\textbf{Student:} I grow Pb$_{1-x}$Sn$_x$Se near band inversion. What happens to $S_{xx}$ in a strong field if I change one knob?

\textbf{Lecturer:} Assume $\omega_c\tau\gg1$ and $\sigma_{xx}\ll|\sigma_{xy}|$. Every carrier drifts at $\mathbf v_d=\mathbf E\times\mathbf B/B^2$. With magnetisation currents removed, $\mathbf j=nq\mathbf v_d$ and $\mathbf j_Q=Ts\mathbf v_d$, where $s$ is the carrier entropy density and $nq$ the net charge density ($q=-e$ for n type). The Kelvin relation gives
\begin{equation}
|\alpha_{xy}|=\frac{s}{B},\qquad S_{xx}=\frac{s}{nq}.
\end{equation}
Each gapless Dirac node has two lowest-level branches $\pm\hbar vk_z$, each with $eB/2\pi\hbar$ states per area. For $N$ nodes
\begin{equation}
g=\frac{NeB}{2\pi^2\hbar^2v},\qquad n=g|\mu|,\qquad s=\frac{\pi^2}{3}k_B^2Tg,
\end{equation}
\begin{equation}
|S_{xx}|=\frac{Nk_B^2TB}{6\hbar^2vn},
\end{equation}
the result of Skinner and Fu (2018). It needs $|\mu|$ below the next level $E_1=v\sqrt{2\hbar eB}$, that is $B>B_Q=(\hbar/e)(\sqrt2\pi^2n/N)^{2/3}$.

Model: $N=4$ isotropic L valleys, typical $v\approx5\times10^5$ m/s, $n=10^{17}$ cm$^{-3}$ electrons, 20 T, 20 K, gap tuned to zero there. Then $B_Q=3.3$ T, $E_1=81$ meV, $\mu=5.3$ meV, $k_BT=1.7$ meV and $S_{xx}=-91$ $\mu$V/K. Now halve $B$.

\textbf{Student:} Classical magnetothermopower saturates. Little change.

\textbf{Lecturer:} Here the degeneracy halves, so the same electrons fill twice as high, $\mu=10.7$ meV, and the entropy halves: $-46$ $\mu$V/K.

\textbf{Student:} Does the gap ignore the field?

\textbf{Lecturer:} No. Remote bands shift the half-gap $\Delta$ by about $\hbar eB/2\tilde m$, which is 5.8 meV at 20 T for an illustrative $\tilde m=0.2m_0$. Halving $B$ leaves $|\Delta|=2.9$ meV, which raises that $|S_{xx}|$ by under 10\%. Next, at 20 T, holes at $2\times10^{17}$ cm$^{-3}$.

\textbf{Student:} $s$ does not depend on $\mu$, so the sign flips and the size halves: $+46$ $\mu$V/K, with $B_Q=5.2$ T. But warm the n-type sample to 40 K: $k_BT=3.4$ meV approaches $\mu$, Sommerfeld fails, and thermal holes cancel the signal.

\textbf{Lecturer:} At zero field they oppose it. Here $\mathbf v_d$ is independent of charge, so entropies add and only charges subtract. For constant $g$, both $n=g|\mu|$ and $s\propto T$ are exact at any $\mu/k_BT$. So $-183$ $\mu$V/K; the next level is still $22\,k_BT$ above $\mu$. The gap drifts by typically 0.3 meV/K at these temperatures, 6 meV in all, and $|\Delta|=3$ meV lowers $|S_{xx}|$ by under 10\%.

\textbf{Student:} Lowers here, raises there?

\textbf{Lecturer:} A gap removes states at its centre and piles them at its edges. With $\mu\lesssim k_BT$ the loss wins; for well degenerate carriers the pile-up wins. Test it at 20 K and 20 T: shift $x$ by 0.02, which at typically 0.9 eV per unit $x$ opens $2|\Delta|\approx20$ meV.

\textbf{Student:} The levels become $\pm E$, $E=\sqrt{\Delta^2+\epsilon^2}$, $\epsilon=\hbar vk_z$. Fixed $n$ fixes $k_F$, so $\epsilon_F=5.3$ meV. The density of states grows by $\sqrt{1+\Delta^2/\epsilon_F^2}=2.1$, giving $-194$ $\mu$V/K.

\textbf{Lecturer:} Right sign, wrong size. Your Fermi level is 1.3 meV above the edge, less than $k_BT$, so the thermal window reaches into the gap. With $f(y)=1/(e^y+1)$, $\sigma(y)=\ln(1+e^{-y})+yf(y)$ and $y_\pm=(E\mp\mu)/k_BT$,
\begin{equation}
n=g\int_0^\infty\! d\epsilon\,[f(y_+)-f(y_-)],\qquad
s=gk_B\int_0^\infty\! d\epsilon\,[\sigma(y_+)+\sigma(y_-)].
\end{equation}
These give $\mu=11.4$ meV and $S_{xx}=-127$ $\mu$V/K. Only $\Delta^2$ enters, so the normal and inverted sides respond alike, measured from the zero of $\Delta$ in field. The 5.8 meV remote-band shift rivals $|\Delta|=10$ meV, so that zero differs from the zero-field inversion point.

\textbf{Student:} Are these my crystal's numbers?

\textbf{Lecturer:} They are the model's. It omits valley anisotropy, phonon drag, and level broadening, which matters once it approaches $\mu$. And as $B$ rises $|\sigma_{xy}|=ne/B$ falls, so check $\sigma_{xx}\ll|\sigma_{xy}|$ at each field.